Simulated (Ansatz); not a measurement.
## A series in volume scale on V

All results are calculated (Ansatz 0.2.0). Plane-wave DFT, scalar-relativistic PAW made under PBE with cores redone for the functional, no dispersion; the given relaxed cell is scaled uniformly, energy at zero smearing counts from the unscaled cell, pressure at the given Fermi-Dirac smearing is positive in compression.

The cell before it is scaled or strained (space group P6/mmm, No. 191):
```
CELL_PARAMETERS angstrom
4.43620 0.00000 0.00000
-2.21810 3.84180 0.00000
0.00000 0.00000 2.37220
ATOMIC_POSITIONS crystal
V 0.00000 0.00000 0.00000
V 0.33333 0.66667 0.50000
V 0.66667 0.33333 0.50000
```

Settings of every row: spin polarised no; functional r2SCAN; wave cutoff 500 eV; smearing width 0.1 eV; k mesh 9x9x15.

Atom starting moment: 0 on all atoms.

Limits: the cell comes from a prototype or a list of computed structures and needn't be the stable phase.

| row | volume scale | V (Å³/atom) | energy change per atom (meV) | pressure (GPa) |
| --- | --- | --- | --- | --- |
| 1 | 0.88 | 11.859 | 130.5 | 29.66 |
| 2 | 0.92 | 12.398 | 52.73 | 17.72 |
| 3 | 0.96 | 12.937 | 11.38 | 7.89 |
| 4 | 1.04 | 14.016 | ? | ? |
| 5 | 1.08 | 14.555 | 47.02 | -12.45 |
| 6 | 1.12 | 15.094 | 97.59 | -17.02 |

Question: what energy change per atom and pressure should row 4 give?

Worked fit of energy change per atom. Take u = (V_r/V)^(2/3) − 1 with V_r = 12.937 Å³ an atom, which is twice the finite (Eulerian) strain; such expansions in the strain, on which the Birch-Murnaghan equation of state is built, carry the rest volume and the bulk modulus. The shown rows have u = 0.05972, 0.02878, 0, -0.07556, -0.0977. Least squares give energy change per atom = 11.352 + 905.41 × u + 18280.7 × u² meV; a straight line predicts inner rows, each left out in turn, worse (root mean square 48 against 0.33 meV). The rows lie off it by -0.12, 0.18, 0.03, -0.29, 0.20 (root mean square 0.19 meV). Its lowest point lies at u = -0.0248, or V = 13.43 Å³ an atom, and the curvature there gives the bulk modulus at fixed shape and fractions, B = (4/9)(1 + u)² E″(u)/V = 184 GPa. Letting shape and atoms relax would as a rule lower it, by much in layered, chain or molecular crystals. The withheld row has u = -0.052, so the fit gives 11.352 + 905.41 × (-0.052) + 18280.7 × (-0.052)² = 13.70 meV.

The calculation gave 13.31 meV. The fit lies 0.39 meV (2.9 % of the value, 0.33 % of the column's range) above it; its largest miss of a shown row is 0.29 meV.

Worked fit of pressure. Take u = (V_r/V)^(2/3) − 1 with V_r = 12.937 Å³ an atom, which is twice the finite (Eulerian) strain; such expansions in the strain, on which the Birch-Murnaghan equation of state is built, carry the rest volume and the bulk modulus. The shown rows have u = 0.05972, 0.02878, 0, -0.07556, -0.0977. Least squares give pressure = 7.896 + 322.53 × u + 695.1 × u² GPa; a straight line predicts inner rows, each left out in turn, worse (root mean square 1.8 against 0.064 GPa). The rows lie off it by 0.02, -0.03, -0.01, 0.06, -0.04 (root mean square 0.036 GPa). The pressure vanishes at u = -0.0259, or V = 13.46 Å³ an atom, and there the bulk modulus at fixed shape and fractions is B = −V dP/dV = (2/3)(1 + u) dP/du = 186 GPa. Letting shape and atoms relax would as a rule lower it, by much in layered, chain or molecular crystals. The withheld row has u = -0.052, so the fit gives 7.896 + 322.53 × (-0.052) + 695.1 × (-0.052)² = -7.00 GPa.

The calculation gave -6.92 GPa. The fit lies 0.08 GPa (1.2 % of the value, 0.17 % of the column's range) below it; its largest miss of a shown row is 0.06 GPa.
